**Rydberg, strength and polarisability analysis of the 2s-np lines of C²⁺**

The table holds six dipole line energies and oscillator strengths of C²⁺ from scalar-relativistic LDA with adiabatic-LDA linear response, without spin-orbit coupling. The program fits a Rydberg formula with one quantum defect to 4p, 5p and 6p for tail charges 2 and 3, tests the law $f\propto n^{*-3}$, and computes decay rates to the ground state and the share of each line in the polarisability. Charge 2, the tail built into LDA, reproduces the fitted energies to 0.014 eV rms against 0.37 eV for charge 3, and places the unassigned line at 3p. The 2s-2p line supplies 91 % of the static polarisability yet its decay rate to the ground state is about half that of 3p. The 7p line lies 0.11 eV above the extrapolation from 6p and is 1.5 times too strong; a merged 7p and 8p pole gives similar numbers, but a slight disturbance of 6p in the same direction points to a finite box.

Dipole lines of C2+ ([He] 2s2), computed with the radks radial solver and Libxc 1 as poles of the adiabatic-LDA linear-response polarisability below the threshold (minus the highest eigenvalue). The all-electron Kohn-Sham LDA (Slater exchange, VWN5 correlation) is scalar-relativistic and spin-polarised, with spherical densities, a Fermi nucleus and no spin-orbit coupling.

## The fit in Python

```python
# Table: dipole line energies (eV) and oscillator strengths f of C2+ [He]2s2, radks radial solver,
# scalar-relativistic LDA-VWN5 with adiabatic-LDA linear response, no spin-orbit coupling.
# Tested: Rydberg formula (tail charge 2 or 3), f ~ n*^-3, decay rates, polarisability sum, the odd 7p row.
T = {
    'line_transition': ['2s-2p', 'unassigned', '2s-4p', '2s-5p', '2s-6p', '2s-7p'],
    'line_energy': [11.774, 30.191, 35.493, 37.395, 38.333, 38.972],  # eV
    'line_oscillator_strength': [0.7231, 0.2157, 0.05633, 0.02433, 0.01316, 0.01214],
}
import numpy as np
from scipy.constants import physical_constants as pc, alpha, h, c, e
from scipy.optimize import minimize_scalar
Ha = pc['Hartree energy in eV'][0]; Ry = Ha/2; tau = pc['atomic unit of time'][0]
lab = T['line_transition']; E = np.array(T['line_energy'], float); f = np.array(T['line_oscillator_strength'], float)
n = np.array([2, 3, 4, 5, 6, 7])  # the unassigned line is taken as 3p
# further results of the same run
I = 40.1738; gap = 8.32282; a0 = 4.24872; adyn = {1064: 4.28731, 532: 4.40779}
print(f"threshold {I:.3f} eV; 2s-2p minus orbital gap {E[0]-gap:.3f} eV, ratio {E[0]/gap:.3f}; (Z alpha)^2 {(6*alpha)**2:.4f}")
ns = 2*np.sqrt(Ry/(I-E)); d = n-ns; dn = ns**3/(8*Ry)*0.0005
print("charge 2: line, binding eV, n*, defect, rounding of n*, f n*^3, turning point n*^2 bohr")
for i in range(6):
    print(f"  {lab[i]:10s} {I-E[i]:7.3f} {ns[i]:6.3f} {d[i]:6.3f} {dn[i]:7.4f} {f[i]*ns[i]**3:6.3f} {ns[i]**2:6.1f}")
st = np.diff(ns)
print("steps in n*, charge 2:", " ".join(f"{x:.3f}" for x in st))
print("steps in n*, charge 3:", " ".join(f"{1.5*x:.3f}" for x in st))
fit = slice(2, 5)  # 2p, 3p penetrate most; 7p is irregular; all rows printed
rms = {}
for z in (2, 3):
    mod = lambda x: I - z*z*Ry/(n-x)**2
    x = minimize_scalar(lambda y: np.sum((E[fit]-mod(y)[fit])**2), bounds=(-3, 1.5), method='bounded').x
    r = E-mod(x); rms[z] = np.sqrt(np.mean(r[fit]**2))
    print(f"charge {z}: defect {x:.3f} from 4p-6p, rms {rms[z]:.3f} eV (table rounding 0.0005 eV)")
    print("  table minus model, 2p..7p, eV:", " ".join(f"{v:+.3f}" for v in r))
p = np.polyfit(np.log(ns[fit]), np.log(f[fit]), 1)[0]
p3 = np.polyfit(np.log(ns[1:5]), np.log(f[1:5]), 1)[0]
C = np.mean((f*ns**3)[3:5])
print(f"exponent of f in n*: 4p-6p {p:.2f}, 3p-6p {p3:.2f}, theory -3; mean f n*^3 of 5p, 6p {C:.3f}")
print("successive f ratios:", " ".join(f"{v:.2f}" for v in f[:-1]/f[1:]))
n7, n8 = 7-d[4], 8-d[4]
E7, E8 = I-4*Ry/n7**2, I-4*Ry/n8**2; f7, f8 = C/n7**3, C/n8**3
print(f"7p expected with 6p defect: n* {n7:.3f}, E {E7:.3f} eV, f {f7:.4f}, turning point {n7**2:.1f} bohr")
print(f"7p table minus expected: {E[5]-E7:+.3f} eV; f ratio {f[5]/f7:.2f}")
E7b = I-4*Ry/(n7+d[3]-d[4])**2
print(f"7p excess if the defect keeps its 5p-6p drift of {d[3]-d[4]:.3f}: {E[5]-E7b:+.3f} eV")
Eb = (f7*E7+f8*E8)/(f7+f8)
print(f"8p expected: E {E8:.3f} eV, f {f8:.4f}; 7p+8p merged: E {Eb:.3f} eV, f {f7+f8:.4f}")
print(f"table 7p minus merged: {E[5]-Eb:+.3f} eV; f ratio {f[5]/(f7+f8):.2f}")
w = E/Ha; A = 2*alpha**3*w**2*f/3/tau; S = 1.5*f/w; ap = f/w**2
print("line, wavelength nm, strength S bohr^2, rate to ground 1e9/s, f/w^2 bohr^3, share of static %")
for i in range(6):
    print(f"  {lab[i]:10s} {h*c/e/E[i]*1e9:6.1f} {S[i]:7.4f} {A[i]/1e9:6.3f} {ap[i]:7.4f} {100*ap[i]/a0:6.2f}")
print(f"2p over 3p: f {f[0]/f[1]:.2f}, S {S[0]/S[1]:.2f}, E^2 {(E[0]/E[1])**2:.3f}, rate {A[0]/A[1]:.3f}")
rest = a0-ap.sum()
print(f"static: run {a0:.4f}, lines {ap.sum():.4f} ({100*ap.sum()/a0:.1f} %), rest {rest:.4f} bohr^3; rounding about {0.00005/w[0]**2:.4f}")
for nm, a in adyn.items():
    x = h*c/e/(nm*1e-9)/Ha; rise = f/(w**2-x**2)-ap
    print(f"rise at {nm} nm: run {a-a0:.4f}, all lines {rise.sum():.4f}, 2s-2p alone {rise[0]:.4f} bohr^3")
tail = np.sum(C/(np.arange(7, 20000)-d[4])**3)
print(f"sum of listed f {f.sum():.4f}; missing from 2: {2-f.sum():.3f}; n*^-3 sum for n>=7: {tail:.3f}")
print(f"left for 2s continuum {2-f[:5].sum()-tail:.2f}; crude mean energy of missing strength {Ha*np.sqrt((2-f.sum())/rest):.0f} eV (core neglected)")
# rough recalled measured values, two figures, eV
for name, calc, ref in (("2s-2p", E[0], 13), ("2s-4p", E[2], 40), ("threshold", I, 48)):
    print(f"{name}: run {calc:.1f} eV, rough recalled {ref} eV, run lower by about {ref-calc:.0f} eV")
assert np.all(np.abs(st[1:4]-1) < 0.1) and rms[2] < rms[3]
assert -3.5 < p < -2.7
assert A[1] > A[0] and 0 < rest < 0.1*a0
assert E[5] > E7+0.05 and f[5] > 1.3*f7
```

Output:

```
threshold 40.174 eV; 2s-2p minus orbital gap 3.451 eV, ratio 1.415; (Z alpha)^2 0.0019
charge 2: line, binding eV, n*, defect, rounding of n*, f n*^3, turning point n*^2 bohr
  2s-2p       28.400  1.384  0.616  0.0000  1.918    1.9
  unassigned   9.983  2.335  0.665  0.0001  2.746    5.5
  2s-4p        4.681  3.410  0.590  0.0002  2.233   11.6
  2s-5p        2.779  4.425  0.575  0.0004  2.109   19.6
  2s-6p        1.841  5.437  0.563  0.0007  2.116   29.6
  2s-7p        1.202  6.729  0.271  0.0014  3.699   45.3
steps in n*, charge 2: 0.951 1.075 1.016 1.012 1.292
steps in n*, charge 3: 1.426 1.612 1.524 1.518 1.938
charge 2: defect 0.586 from 4p-6p, rms 0.014 eV (table rounding 0.0005 eV)
  table minus model, 2p..7p, eV: -1.171 -0.642 -0.011 +0.015 +0.016 +0.121
charge 3: defect -1.315 from 4p-6p, rms 0.368 eV (table rounding 0.0005 eV)
  table minus model, 2p..7p, eV: -17.256 -3.406 -0.346 +0.292 +0.448 +0.569
exponent of f in n*: 4p-6p -3.12, 3p-6p -3.32, theory -3; mean f n*^3 of 5p, 6p 2.112
successive f ratios: 3.35 3.83 2.32 1.85 1.08
7p expected with 6p defect: n* 6.437, E 38.860 eV, f 0.0079, turning point 41.4 bohr
7p table minus expected: +0.112 eV; f ratio 1.53
7p excess if the defect keeps its 5p-6p drift of 0.012: +0.107 eV
8p expected: E 39.190 eV, f 0.0051; 7p+8p merged: E 38.990 eV, f 0.0131
table 7p minus merged: -0.018 eV; f ratio 0.93
line, wavelength nm, strength S bohr^2, rate to ground 1e9/s, f/w^2 bohr^3, share of static %
  2s-2p       105.3  2.5068  1.450  3.8624  90.91
  unassigned   41.1  0.2916  2.844  0.1752   4.12
  2s-4p        34.9  0.0648  1.026  0.0331   0.78
  2s-5p        33.2  0.0266  0.492  0.0129   0.30
  2s-6p        32.3  0.0140  0.280  0.0066   0.16
  2s-7p        31.8  0.0127  0.267  0.0059   0.14
2p over 3p: f 3.35, S 8.60, E^2 0.152, rate 0.510
static: run 4.2487, lines 4.0961 (96.4 %), rest 0.1526 bohr^3; rounding about 0.0003
rise at 1064 nm: run 0.0386, all lines 0.0385, 2s-2p alone 0.0382 bohr^3
rise at 532 nm: run 0.1591, all lines 0.1588, 2s-2p alone 0.1575 bohr^3
sum of listed f 1.0448; missing from 2: 0.955; n*^-3 sum for n>=7: 0.030
left for 2s continuum 0.94; crude mean energy of missing strength 68 eV (core neglected)
2s-2p: run 11.8 eV, rough recalled 13 eV, run lower by about 1 eV
2s-4p: run 35.5 eV, rough recalled 40 eV, run lower by about 5 eV
threshold: run 40.2 eV, rough recalled 48 eV, run lower by about 8 eV
```
